**Q:** I need the dipole moment of CH₃F for a model of an etching plasma, and afterwards I shall need those of larger fluorinated molecules. I have six calculations on one and the same structure. May I take the cheapest one that gives a sensible answer?

**A:** That depends on what you call sensible, and so on what the dipole is used for afterwards. Let us put the six results beside the measured value of 1.85 D. The dipole error is the computed value less the measured one, so a negative sign means that the molecule comes out too little polar.

Dipole moment of an isolated CH₃F molecule (neutral singlet) from Hartree–Fock and density-functional calculations in NWChem and GFN tight-binding calculations in xtb, all at the same fixed PBE0-D4/def2-TZVP geometry. The dipole error is the computed minus the measured value (1.85 debye), without vibrational averaging.

| level (program) | reference determinants | dipole moment (debye) | dipole error (debye) |
| --- | --- | --- | --- |
| HF STO-3G (NWChem) | RHF | 1.149 | -0.700 |
| B3LYP 6-31G(d) (NWChem) | RKS | 1.694 | -0.160 |
| wB97X def2-TZVPP (NWChem) | RKS | 1.826 | -0.020 |
| GFN0-xTB (xtb) | n/a | 2.186 | 0.340 |
| GFN1-xTB (xtb) | n/a | 2.210 | 0.360 |
| GFN2-xTB (xtb) | n/a | 2.311 | 0.460 |

**Q:** The errors run from almost nothing to 0.7 D. Does any of the calculations get the polarity itself wrong?

**A:** No. In all six the dipole lies along the C–F bond with fluorine as the negative end. If you only want to know which end of the molecule a positive ion prefers, any of these levels will tell you. The symmetry of CH₃F already fixes the line of the dipole, so only its sign is tested here. The levels differ in how polar they make the molecule, and that is a question of amount.

**Q:** How do I judge whether an error of a few tenths of a debye matters?

**A:** Turn it into an energy. Place a unit charge on the axis of the molecule at a distance $r$ and treat the molecule as a point dipole $\mu$. The size of the interaction is $e\mu/(4\pi\varepsilon_0 r^2)$, so an error $\Delta\mu$ in the dipole gives an energy error

$$\Delta E = \frac{e\,\Delta\mu}{4\pi\varepsilon_0 r^2}.$$

Take the HF/STO-3G row and $r = 5$ Å. One e·Å is about 4.8 D, so 0.70 D is about 0.15 e·Å. With $e^2/(4\pi\varepsilon_0)\approx 14$ eV·Å, the error is $0.15\times 14/25 \approx 0.084$ eV, or about 8 kJ/mol.

**Q:** Is that a lot?

**A:** The same formula with the measured dipole gives about 21 kJ/mol for the whole interaction, so more than a third of it has been lost. The thermal energy at room temperature, about 2.5 kJ/mol, is another useful yardstick. The B3LYP error of 1.8 kJ/mol lies below it, while the three tight-binding models, at 4 to 5 kJ/mol, lie above it. For wB97X the error is only about 0.3 kJ/mol.

**Q:** How far can I trust such a simple formula?

**A:** It has no fitted constant, and it translates the dipole error into energy without testing any of the six methods. It holds only the leading term for a neutral polar molecule. The charge also polarises the molecule, and close to it the finite size of the charge distribution begins to count. Use it to decide whether a dipole error matters at a distance of several ångström, not to predict a binding energy.

**Q:** Then HF/STO-3G is out for anything quantitative. Is that the fault of Hartree–Fock?

**A:** Most probably it is the fault of the basis. Hartree–Fock in a large basis usually makes polar molecules too polar, because it leaves out the electron correlation that tends to even out the charge. Here the dipole is 38 % too small, which is the opposite error. This row should therefore not be taken as a picture of what Hartree–Fock itself does.

**Q:** How can a small basis hold back a dipole?

**A:** Think of what fluorine has to do when it draws electrons from carbon. The added charge repels the electrons already there, and the atom would lower its energy by letting its valence shell swell. STO-3G gives each valence orbital a single function of fixed size, so the shell can't swell. Taking up charge then costs too much energy, and fluorine takes too little. The same restraint acts wherever an electronegative atom should gain charge in a minimal basis.

**Q:** And 6-31G(d) removes the restraint?

**A:** To a large extent. It describes each valence orbital by an inner and an outer function, and the mixture of the two sets the size of the shell. The d functions on carbon and fluorine do a different job: they let the density shift to one side of its nucleus. Split functions alone often make a polar bond too polar, and polarisation functions usually bring it back, so the two belong together.

**Q:** The dipole rises by 0.55 D from HF/STO-3G to B3LYP/6-31G(d). Is all of that due to the basis?

**A:** The table can't tell you, because the method changes in the same step. The argument about the swelling shell gives a good reason to credit the basis with the rise. Correlation, which B3LYP includes, would normally pull a Hartree–Fock dipole down. That is reasoning from known behaviour, though, and not a separation made by these numbers.

**Q:** B3LYP is still 0.16 D too low. What is left to repair?

**A:** There are two plausible causes, and they act in the same direction. The semilocal part of the functional tends to spread electrons too evenly over the molecule, which weakens the dipole. The basis also has no diffuse functions, the wide ones that describe the outer edge of an electron-rich atom such as fluorine. Adding them often raises the dipole of a molecule like this.

**Q:** So wB97X with the larger basis cures both?

**A:** It should ease both, though the table can't show how much each change contributes. At long range wB97X uses exact exchange in full, which counters the excessive spreading, and def2-TZVPP gives the valence shell more freedom, although it too lacks diffuse functions. The dipole rises by another 0.13 D and ends 0.02 D below the measured value. I would not read that last figure as the accuracy of the method. The calculation holds the atoms still while the real molecule vibrates, and this effect alone can be as large as the remaining error.

**Q:** Now the tight-binding models. They use about as few functions as STO-3G, so I would have guessed that they also come out too low.

**A:** That guess is reasonable, and the table refutes it. HF/STO-3G has 13 basis functions and the three xTB models have 11 to 14, yet all three give too large a dipole, by 0.34 to 0.46 D. A small basis by itself therefore doesn't settle the sign of the error. In Hartree–Fock the energy cost of moving charge is calculated from the orbitals, so a stiff orbital makes it too high. In xTB that cost is largely set by parameters, which can make up for the stiff basis or more than make up for it.

**Q:** Why do they more than make up for it here?

**A:** I can only offer a guess. The GFN1 and GFN2 parameters were chosen mainly to give good structures, vibrations and non-covalent interactions. Such targets constrain the charge on fluorine only indirectly, so the dipole may settle somewhat off. To test this one would have to look at how the charge transfer responds to the parameters, and a single dipole doesn't reveal that.

**Q:** At least GFN2 should be the best of the three, since it describes the electrostatics in more detail.

**A:** It has the largest error of the three, 25 % above the measured value. GFN2 adds dipoles and quadrupoles on the atoms, which gives the charge distribution a richer form. A richer form doesn't guarantee the right total, because the amounts still depend on the parameters. GFN0 and GFN1 differ by only 0.02 D, and one molecule is no ground for preferring either.

**Q:** Is it fair to compare all six at one structure? Each method would choose its own bond length.

**A:** It is fair as a test of the charge distribution, but a relaxed structure would change the numbers. The forces on fluorine show the direction. In the three Gaussian-basis calculations they pull towards a longer C–F bond, and in the three xTB calculations towards a shorter one. Stretching this bond normally raises the dipole, since a charged fluorine atom is carried outwards.

**Q:** Then relaxing the bond would raise the dipoles that are too low and lower those that are too high?

**A:** That is what the argument suggests, and it could even carry the wB97X value slightly past the measured one. How far each dipole would move was not tested, and the hydrogen atoms would move as well. So the errors in the table belong to this structure. If your working procedure optimises the geometry with the same method, check the dipole again at the end.

**Q:** What does the better density-functional calculation cost me?

**A:** The number of basis functions grows from 34 to 104, about a factor of three. If the work grows with the third power of that number, the cost rises about 30-fold, and with the fourth power about 90-fold. These are formal scalings, and real calculations often do better. For five atoms the difference hardly matters, but for thousands of structures or much larger molecules it does. The xTB models avoid the costly integrals over four orbitals altogether and are far cheaper than either.

**Q:** Back to my plasma, then. Which accuracy do I need there?

**A:** CH₃F serves as an etch gas in chip making, and its dipole enters the plasma model in two places. The capture of the molecule by ions depends on the charge–dipole attraction, which is linear in $\mu$. The scattering of slow electrons by the long-range dipole field goes, in the simplest (Born) treatment, with $\mu^2$. Squaring roughly doubles a small relative error and makes a large positive one worse still.

**Q:** What does the square do to my candidates?

**A:** With GFN2 the dipole part of the electron scattering would come out 56 % too strong, and with HF/STO-3G it would fall to 39 % of its proper size. B3LYP would make it 16 % too weak, and wB97X about 3 %. For CH₃F itself you can simply enter the measured dipole. For a related molecule without a measured value I would start from the wB97X level, although one molecule can't show that it will do equally well there. The etch rate and the selectivity are another matter, since they depend on bond breaking and surface reactions that a dipole moment doesn't describe.

**Q:** And for the larger molecules, where I can't afford that level for every structure?

**A:** Let the purpose set the level. To tell which end of CH₃F is negative, xTB is enough. In a larger molecule several bond dipoles add as vectors, so there even the direction from xTB needs a check on a few examples. For the size of the dipole to within 10 %, only the two density-functional rows qualify here, and for its square to within 10 % only wB97X does. A sensible division of labour is to generate the many structures with xTB and to compute the dipoles of a chosen few with density-functional theory.

**Q:** Is there one more calculation that would help me choose?

**A:** Yes: run B3LYP in def2-TZVPP at this same structure, and then repeat both functionals with diffuse functions added. If B3LYP moves close to 1.85 D, the larger basis is what you are paying for, and the familiar functional will do for CH₃F; a few larger fluorinated molecules with measured dipoles would show whether that carries over. If it stays near 1.7 D, the functional is what matters. The present six rows leave that question open.
